**Q: How singular must the gap distribution of jammed disks be?**

I jam $N\approx10^3$ bidisperse hard disks (diameter ratio 1.4). Near zero, $P(f)\sim f^\theta$ and $g(h)\sim h^{-\gamma}$. What $\gamma$ does stability demand, and how fast must the smallest gap shrink with $N$?

**A**

Lengths are in small diameters $\sigma$, forces in $\langle f\rangle$, and rattlers are removed. The packing is isostatic, so opening one contact by $s$ frees exactly one mode. Force balance and the virial $\sum fr=2pV$ give, to second order,
$$p\,\delta V=fs-\sum_\beta \frac{f_\beta\,\delta_{\perp\beta}^2}{2r_\beta},$$
with $\delta_\perp$ the relative transverse displacement at contact $\beta$. The packing is stable if a gap closes before $\delta V<0$.

**Estimate**

The force histogram looks flat at zero, so take $\theta=0$ and $f_{\min}\sim1/N\sim10^{-3}$. If every disk moves by about $s$, the sum is of order $Ns^2$ and wins beyond $s^*\sim f_{\min}/N\sim10^{-6}$. With $h_{\min}\sim N^{-1/(1-\gamma)}\lesssim N^{-2}$ one gets $\gamma\ge0.5$, and $h_{\min}$ falls at least 100-fold per decade of $N$.

**Careful calculation**

Weak contacts come in two families with separate exponents. Let $aNf^{1+\theta}$ contacts of a family lie below $f$, and $bNh^{1-\gamma}$ closing gaps below $h$. I assume independent Poisson statistics, so $x=aNf_{\min}^{1+\theta}$ and $y=bNh_{\min}^{1-\gamma}$ are unit exponentials. Set $\mu=(1-\gamma)/(1+\theta)$.

*Extended modes.* I assume all displacements are of order $s$. Instability means $h_{\min}>kf_{\min}/N$, that is $y>\lambda_ex^{\mu_e}$, so
$$P_{\rm unst}=\int_0^\infty e^{-x-\lambda_ex^{\mu_e}}dx,\qquad\lambda_e\propto N^{\gamma-\mu_e}.$$
$P_{\rm unst}\to1$ unless $\gamma\ge\mu_e$, hence
$$\gamma\ge\frac{1}{2+\theta_e}.$$

*Local modes.* A buckler has two contacts of force $F$ and length $\ell$, each tilted by $\phi$ from their chord, balanced by a weak third one, $f=2F\sin\phi$. Pushing it by $s$ towards the chord spreads the two neighbours by
$$\Delta=2\sqrt{\ell^2-(\ell\sin\phi-s)^2}-2\ell\cos\phi .$$
This returns to zero at $s^*=\ell f/F$ and peaks at $2\ell(1-\cos\phi)\approx\ell f^2/4F^2$. For a small disk between large ones, $\ell=1.2$, and $f/F=0.1$ gives $s^*=0.12$ and a peak of $0.0030$. The size ratio enters only such prefactors. Distant gaps move by order $\Delta$, so instability means $h_{\min}>k'f_{\min}^2$. Then $\lambda_l\propto N^{1-2\mu_l}$ and
$$\gamma\ge\frac{1-\theta_l}{2}.$$
At equality $P_{\rm unst}=1/(1+\lambda_l)$, independent of $N$, which is what marginality means. These bounds are due to Wyart (2012) and Lerner, Düring and Wyart (2013).

*Numbers.* Stability yields inequalities only. Saturation is a further assumption, motivated by compression stopping once rearrangements become rare. As input I take $\theta_e\approx0.423$, the approximate infinite-dimensional value (Charbonneau and co-workers, 2014), assumed to carry over to disks. Saturating both bounds gives
$$\gamma=0.413,\qquad\theta_l=1-2\gamma=\frac{\theta_e}{2+\theta_e}=0.175,\qquad h_{\min}\sim N^{-1.703}.$$
That theory obeys $\gamma=1/(2+\theta_e)$ identically, so this is no independent test. The model's smallest gap falls 50-fold per decade, and is $8\times10^{-6}$ at $N=10^3$ if the unknown prefactor is again set to one.

Two terms were dropped for bucklers. Far-field rotation relative to the local term is of order $Nf_{\min}^2\sim N^{-0.703}\approx0.008$. The chance that a gap beside the buckler closes first is of order $s^{*\,1-\gamma}\sim N^{-1/2}\approx0.03$.

**Why they differ**

The mechanics of the estimate was right, and $\theta=0$ gives $0.5$ in both bounds. The shift comes entirely from the scarcity of weak forces:
$$\frac12-\gamma=\frac{\theta_e}{2(2+\theta_e)}=\frac{\theta_l}{2}=0.087 .$$
The weakest extended contact scales as $N^{-1/(1+\theta_e)}=N^{-0.703}$ instead of $N^{-1}$, stronger by $N^{0.297}$. This is a factor 2.0 per decade and about 8 at $N=10^3$, and the tolerable gap grows in proportion. The weakest buckler, $N^{-0.851}$, enters squared and yields the same gain.

The flat histogram misled because the pooled $P(f)$ follows the smaller exponent as $f\to0$, and $f^{0.175}$ drops only to $0.67$ over a decade. Feeding that pooled exponent into the extended bound would demand $\gamma\ge0.46$, a spurious violation. Separate the bucklers before fitting $\theta_e$.